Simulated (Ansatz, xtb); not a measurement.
**How methods differ on GeH3F (SMILES [H][Ge]([H])([H])[F])**

GeH3F: 5 atoms, total charge 0, spin state singlet. SMILES: `[H][Ge]([H])([H])[F]`. The shape comes from GFN2-xTB, which is rough for such elements, and wasn't checked as a minimum.

```xyz
5

Ge   -0.0013    0.0007   -0.1397
F     0.0103   -0.0182    1.5949
H     1.4486    0.0117   -0.4946
H    -0.7318    1.2607   -0.4655
H    -0.7258   -1.2550   -0.4950
```

Quantity: the dipole moment, in D. The values are calculated.

```csv
level,kind,program,value (D)
GFN2-xTB,semi-empirical,xtb,2.48
GFN0-xTB,semi-empirical,xtb,2.96
GFN1-xTB,semi-empirical,xtb,2.39
HF/STO-3G,Hartree–Fock,Ansatz,1.67
HF/3-21G,Hartree–Fock,Ansatz,2.90
HF/def2-SVP,Hartree–Fock,Ansatz,2.77
B3LYP/6-31G* (spherical functions),global hybrid,Ansatz,2.29
B3LYP/6-31G* (Cartesian functions),global hybrid,Ansatz,2.29
B3LYP/def2-SVP,global hybrid,Ansatz,2.30
PBE0/def2-SVP,global hybrid,Ansatz,2.35
```

All-electron rows without a relativistic Hamiltonian named are non-relativistic. The values span 1.67 to 2.96 D. Sets without polarisation functions give poor dipoles. Without the sets that lack polarisation functions the rows with a basis span only 2.29 to 2.77 D.

The dipole reflects the strongly polar Ge–F bond: fluorine draws density from the much less electronegative germanium and forms the negative end of the molecule. The Ge–H bonds are far less polar, and any hydridic character in them opposes the Ge–F contribution only slightly.

With def2-SVP held fixed, the dipole falls from 2.77 D in Hartree–Fock to 2.30 D in B3LYP and 2.35 D in PBE0, probably because electron correlation, absent from Hartree–Fock, moderates the charge separation along Ge–F. The two hybrids differ far less from each other than either does from Hartree–Fock, and B3LYP hardly changes between 6-31G* and def2-SVP. GFN1-xTB comes close to the hybrids, whereas GFN0-xTB lies well above them, so the semi-empirical family doesn't give one consistent picture of the bond's polarity.

The calculations support a substantial dipole dominated by Ge–F, but the hybrids' agreement doesn't establish a basis-set limit, since none of the sets used adds the diffuse functions that describe the outer density of a negatively polarised fluorine.
